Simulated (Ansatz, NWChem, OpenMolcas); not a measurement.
# Computed against measured: atomisation enthalpy at 298 K

8 molecules with oxygen; the atomisation enthalpy at 298 K in kJ/mol, computed less measured. Shapes, held fixed at every level: PBE0-D4/def2-TZVP. Flexible molecules stand in one conformer, not always the lowest. Thermal terms are harmonic and unscaled (PBE0-D4/def2-TZVP); the spin-orbit lowering of the free atoms is taken from their spectra. Programs: Ansatz 0.2.0, NWChem 7.3.0, OpenMolcas 26.06. A level may come from different programs for different species; with the same settings they agree closely. Measured values: Active Thermochemical Tables, NIST-JANAF tables.

Levels: A = BLYP/def2-TZVPP; B = r2SCAN/def2-TZVPP; C = PBE0-D4/def2-TZVPP; D = B2PLYP/STO-3G.

```csv
molecule,from tabulated heats,A,B,C,D
NOF (nitrosyl fluoride),867,+111,+37,+21,-292
HOI (hypoiodous acid),635,-1,-17,-27,-131
SO2 (sulfur dioxide),1072,+17,+1,-31,-736
B(OH)O (oxoborinic acid),1847,+6,-3,-25,-84
CHFO (formyl fluoride),1646,+23,+9,+1,-174
H2O2 (hydrogen peroxide),1070,+20,-9,-27,-123
CH3O (hydroxymethyl radical),1636,+7,+14,+5,+34
H3NO (hydroxylamine),1419,+24,-18,-15,-123
```

(1) Which level does best on this set, which worst, and which err to one side?

## Answers

(1) 
| level | kind | mean error | mean absolute error | worst case |
| --- | --- | --- | --- | --- |
| BLYP/def2-TZVPP | GGA | +25.9 | 26.1 | NOF |
| r2SCAN/def2-TZVPP | meta-GGA | +1.8 | 13.5 | NOF |
| PBE0-D4/def2-TZVPP | global hybrid | -12.2 | 19.0 | SO2 |
| B2PLYP/STO-3G | double hybrid | -203.6 | 212.1 | SO2 |

On this set r2SCAN/def2-TZVPP has the smallest mean absolute error and B2PLYP/STO-3G the largest. BLYP/def2-TZVPP is too high in 7 of 8; B2PLYP/STO-3G is too low in 7 of 8. The molecules' own spin-orbit binding is left out, so errors for heavy halides read too negative. Heats of the atoms come from ATcT where it has them, that of boron, 570 kJ/mol, from recent work. The levels differ in basis as well as in method. The tabulated values of NOF, B(OH)O are in doubt (older tables, estimates, or at odds with other calculations) and kept here. Over the 6 molecules whose values aren't doubted the mean absolute errors are A 15.3; B 11.3; C 17.7; D 220.2. Open shells run unrestricted. For atoms past krypton def2 sets carry core potentials with scalar relativity. All-electron rows are non-relativistic unless named. Outer-core shells of I are correlated, in sets that cover them unevenly. The set is small.

The very large underbinding at B2PLYP/STO-3G reflects the minimal basis, not double hybrids as a class, which are normally among the better functionals for thermochemistry. Without polarisation functions or radial flexibility, the density can't adapt to polar and multiple bonds, and the perturbative term has few virtual orbitals to work with. SO2 suffers most, at -736, because its short, strongly polar S–O bonds need d functions on sulfur as polarisation functions. The hydroxymethyl radical, at +34, breaks the pattern, probably through a different balance of errors between molecule and atoms.

Among the other three levels, PBE0 binds less than BLYP in every molecule. This is consistent with exact exchange removing part of the left-right correlation that semilocal exchange mimics, though the two also differ in their semilocal parts. r2SCAN's near-zero mean error comes from cancellation between over- and underbinding. Its lead survives removal of the doubtful references, but the order of BLYP and PBE0 reverses, so the set supports no firm ranking of those two.
